Question

I computed the levels of a negative muon bound to ⁷⁶Se with the Dirac equation, a finite nucleus and vacuum polarisation. The outer levels look like scaled hydrogen, but the inner ones do not. 2s1/2 is less bound than both 2p levels, 3p3/2 is less bound than 3d3/2 while 4d5/2 is more bound than 4f5/2, and vacuum polarisation is larger for 2p than for 2s although the s state reaches the nucleus. What drives all this?

Radial Dirac-Fock and Kohn-Sham solver 3: levels of a negative muon around a spherical ⁷⁶Se nucleus (Z = 34), from the Dirac equation with reduced mass and the Uehling potential. The nucleus has a Fermi charge distribution with rms radius 4.1395 fm and skin thickness 2.3 fm. Nuclear polarisation, deformation, self-energy and electron screening are not included.

```
 level  binding energy (keV)  finite nucleus less point nucleus (keV)  vacuum polarisation (keV)  <r> (fm)
 1s1/2                2775.6                                   -542.5                     19.264     13.21
 2s1/2                757.12                                   -74.34                     3.5100     48.42
 2p1/2                829.08                                   -2.723                     3.8544     36.72
 2p3/2                817.56                                   -1.076                     3.6797     37.41
 3s1/2                345.14                                   -22.50                     1.1170     106.3
 3p1/2                366.73                                  -0.9512                     1.1548     92.52
 3p3/2                363.40                                  -0.3810                     1.1106     93.46
 3d3/2                363.56                                -0.001609                    0.89477     78.34
 3d5/2                362.30                                -0.000572                    0.88196     78.75
 4d3/2                204.29                                -0.000969                    0.35398     157.0
 4d5/2                203.76                                -0.000345                    0.34909     157.5
 4f5/2                203.68                                        0                    0.26824     135.0
 4f7/2                203.41                                        0                    0.26654     135.3
 5f5/2                130.31                                        0                    0.12513     236.5
 5f7/2                130.17                                        0                    0.12434     236.8
 5g7/2                130.14                                        0                   0.089800     206.7
 5g9/2                130.06                                        0                   0.089479     206.9
 6g7/2                90.364                                        0                   0.047440     330.8
 6g9/2                90.318                                        0                   0.047266     331.1
 6h9/2                90.302                                        0                   0.031553     293.5
6h11/2                90.271                                        0                   0.031479     293.6
```

Answer

A level is labelled by n, the orbital letter for l, and j. A larger binding energy means a deeper level. The finite-nucleus column is the change in binding when the point charge is spread out (negative: binding lost), the vacuum polarisation (VP) column is the binding gained from the Uehling potential, and <r> is the mean muon–nucleus distance.

Three lengths set the pattern. The muon Bohr radius is a = ħ/(μcZα) = 7.539 fm, with μ the reduced mass and Zα = 0.248. The nuclear rms radius R gives R/a = 0.549, so the nucleus is not small against the innermost orbit. The reduced Compton wavelength of the electron, λ = 386.2 fm, is the range of VP, and every <r> in the table lies inside it.

Subtracting both shift columns from the binding energy gives back the point-nucleus Dirac formula to within the printed digits in all rows (3298.8 keV for 1s, nuclear mass taken as 76 u). That only confirms that the three parts add, since the solver contains this formula as its limit. The reduced mass is 0.15% below the muon mass and costs 1s 4.92 keV. For a point nucleus the energy depends on n and j alone, so any gap between levels of equal n and j comes from the two shift columns.

A useful picture is the quantum defect of sodium, where penetrating low-l orbits see more charge than distant ones and sink. Here two such effects act with opposite signs. VP acts as in sodium, because inside the polarisation cloud the muon sees a slightly larger charge. Finite size acts the other way, because inside the nucleus the muon sees only part of the charge. The picture gives the signs and, apart from s against p in VP, the order in l. It says nothing on j, and it treats the core as small against the orbit, which fails for VP in every row and for the nucleus in 1s.

The leading estimate of the size effect takes the muon density as constant across the nucleus and integrates the difference between the real and the point potential, which gives (2π/3)Zαħc R²|ψ(0)|². With |ψ(0)|² = 1/(πa³n³) for s states,

ΔB = −(4/3) B₀ (R/a)² / n³,  B₀ = μc²(Zα)²/2 = 3247.2 keV

For 1s this is (4/3) × 3247.2 × 0.549² ≈ 1305 keV, while the table has 542.5 keV, only 42% of it. Nothing was fitted here or below. Two separate approximations fail, and a nonrelativistic model tells them apart. It uses a Fermi charge whose half-density radius, 4.717 fm, was solved for so as to reproduce R at the stated skin thickness. Keeping first-order theory but letting the hydrogenic density fall across the nucleus lowers the loss to 738 keV. Solving the Schrödinger equation in the Fermi potential, so that the muon can move outward, lowers it to 506 keV. In the model the probability inside the half-density radius drops from 13% to 7.5%, and the table shows the same swelling: <r> of 1s is 13.21 fm against the hydrogenic 1.5a = 11.31 fm.

The relaxed model falls short of the table by 7% for 1s and by 10 to 11% for 2s and 3s. The sign fits relativistic contraction, which raises the density at the nucleus, and the size is of the order of (Zα)² = 6%. Only the s levels have <r> above the hydrogenic (a/2)[3n² − l(l+1)]; all others lie below it by 0.1 to 2.6%, as that contraction requires. The model shares its potential with the full calculation, so it explains the column without testing the nuclear shape. Because R² alone fails so badly, the s shifts also depend on higher moments of the charge, and hence on the assumed skin, though only weakly once R is fixed.

The n-dependence survives better than the size. Near the nucleus the potential dwarfs the binding energy, so states of one l have nearly the same shape there and differ in normalisation:

density ∝ (2r/a)^(2l) / [(2l+1)!]² × (n²−1²)…(n²−l²) / n^(2l+3)

This predicts a 2p/3p ratio of 2.85 (table 2.86 for j = 1/2, 2.82 for j = 3/2) and a 3d/4d ratio of 1.665 (table 1.66 for both j). For 2s/3s the table has 3.30 against 3.375. For 1s/2s it has 7.30 against 8. These s misses come from the shift being too large for first order. With a quantum defect δ the loss is B₀[1/n² − 1/(n+δ)²] ≈ (2B₀δ/n³)(1 − 3δ/2n), and the correction is largest at n = 1. The Schrödinger shifts of 1s, 2s and 3s all correspond to δ between 0.087 and 0.089 and give 7.60 for 1s/2s; the rest reflects the model's smaller shortfall for 1s than for 2s. The power of r and the factorial explain the collapse with l: at n = 3 the shift falls by a factor 59 from s to p3/2 and by about 670 from p3/2 to d5/2. The zeros for f, g and h are small numbers below the printed digits, about 10⁻⁷ keV for f in nonrelativistic first order and a few times that for f5/2.

The position of 2s follows directly. It is degenerate with 2p1/2 for a point nucleus, and the gap of 71.96 keV splits into 71.62 keV from finite size and 0.34 keV from VP. Against 2p3/2, the point value would have 2s deeper by 13.00 keV; finite size swings this by 73.26 keV and VP by another 0.17 keV, which leaves 2s less bound by 60.44 keV. The 2p3/2 → 1s line comes out at 1958.0 keV instead of the point value 2483.9 keV. Nuclear polarisation, self-energy, higher-order VP and relativistic recoil are left out and weigh most on 1s, so those decimals describe the model and not a measured line.

The Schrödinger model comes within 6 to 8% of the p3/2 and d5/2 shifts but misses 63 to 67% of the p1/2 and d3/2 shifts. Dirac theory gives the reason: for j = l − 1/2 the small component has orbital momentum l − 1, so p1/2 has s-like density at the origin. With the large component g ≈ Cr and C² = (4/9)(n²−1)/(n⁵a⁵), the small one is (ħ/2μc)(g′ + 2g/r) = 3ħC/(2μc). Inserting its square into the R² formula gives

ΔB(p1/2) − ΔB(p3/2) ≈ −2B₀ (Zα)² (R/a)² (n²−1)/(6n⁵)

For n = 2 this is 2 × 3247.2 × 0.0616 × 0.549² / 64 ≈ 1.88 keV against 1.647 keV in the table, 14% too large; for n = 3 it is 16% too large. That closeness is partly a cancellation: letting the density fall across the nucleus, as for the s levels, would more than remove the overshoot, while the relativistic enhancement of the p1/2 density near the nucleus, also left out, works the other way. The 2p fine structure shrinks accordingly: 13.00 − 1.65 + 0.17 = 11.52 keV. The nucleus has spin 0, so no static hyperfine splitting is missing from this doublet, but it is treated as spherical and rigid: deformation, and the mixing with nuclear excited states it allows, are not in these numbers.

For r ≪ λ the Uehling potential is the Coulomb potential times (2α/3π)[ln(λ/r) − 1.41]. Since the mean Coulomb energy is about twice the binding,

VP/B ≈ (4α/3π)[ln(λ/r) − 1.41]

With r = 13.21 fm for 1s this is 0.0031 × (3.38 − 1.41) ≈ 0.6%, and the table gives 0.69%. The bracket vanishes near λ/4, so the formula is useless for the outer rows, where the full potential stays attractive but fades; VP/B is 0.035% for 6h. The mean radius is a poor guide within a shell: 4d has the larger <r> than 4f yet the larger VP. Nonrelativistically <1/r> is the same for all l at given n, but the more eccentric low-l orbit dips to small r, where the logarithm is large. Averaging the full Uehling potential over the Schrödinger states gives values below the table in every row, by 0.3% for 6h11/2 up to 6% for 2p1/2, and by more for the lower j of each pair, as contraction suggests.

This settles the pairs of equal n and j. 4d5/2 is deeper than 4f5/2 by 0.080 keV, and the VP columns differ by 0.081 keV. For 3p3/2 VP gives an advantage of 0.216 keV over 3d3/2, but finite size takes 0.379 keV, leaving it about 0.16 keV higher. The 5f7/2–5g7/2 gap of 0.03 keV is known from the binding column only to about 0.01 keV. Electron screening is absent and matters for such small outer gaps.

The same penetration argument should put 2s above 2p in VP, and for a point nucleus the model does so, 4.46 against 3.63 keV. Letting the states relax in the finite nucleus brings 2s to 3.68 keV, still above 2p at 3.61. Folding the Uehling potential over the nuclear charge, which removes its singularity at the origin, brings 2s to 3.39 keV while 2p stays at 3.62. In this sequence the muon's retreat from the nucleus does most of the work, but the order flips only at the second step. That share is no property of the atom: both steps cut the same overlap of s density with the strong inner potential, so whichever is taken first gets the larger part, and in this nonrelativistic model neither alone reverses the order. At n = 3 the two effects nearly cancel the penetration advantage: the table has 3s between 3p3/2 and 3p1/2, and the model's s–p difference of 0.01 keV is smaller than its own error, so it cannot order them.

For a neighbouring nucleus, R/a grows as Z times R, the leading s shift as Z⁴R², and the true shift more slowly than that, because the muon retreats further. The rule that holds across these rows: among levels of equal n and j, the lower l is less bound when it is s or p, where nuclear size wins, and more bound from d upward, where VP wins. The p case rests on one pair with a narrow margin, and since the p3/2 size shift grows as Z⁶R⁴ and the VP gap about as Z², it reverses a few units of Z lower; scale a size shift to another n with the normalisation factor, and do not take its magnitude from the R² formula when R/a is about a half.
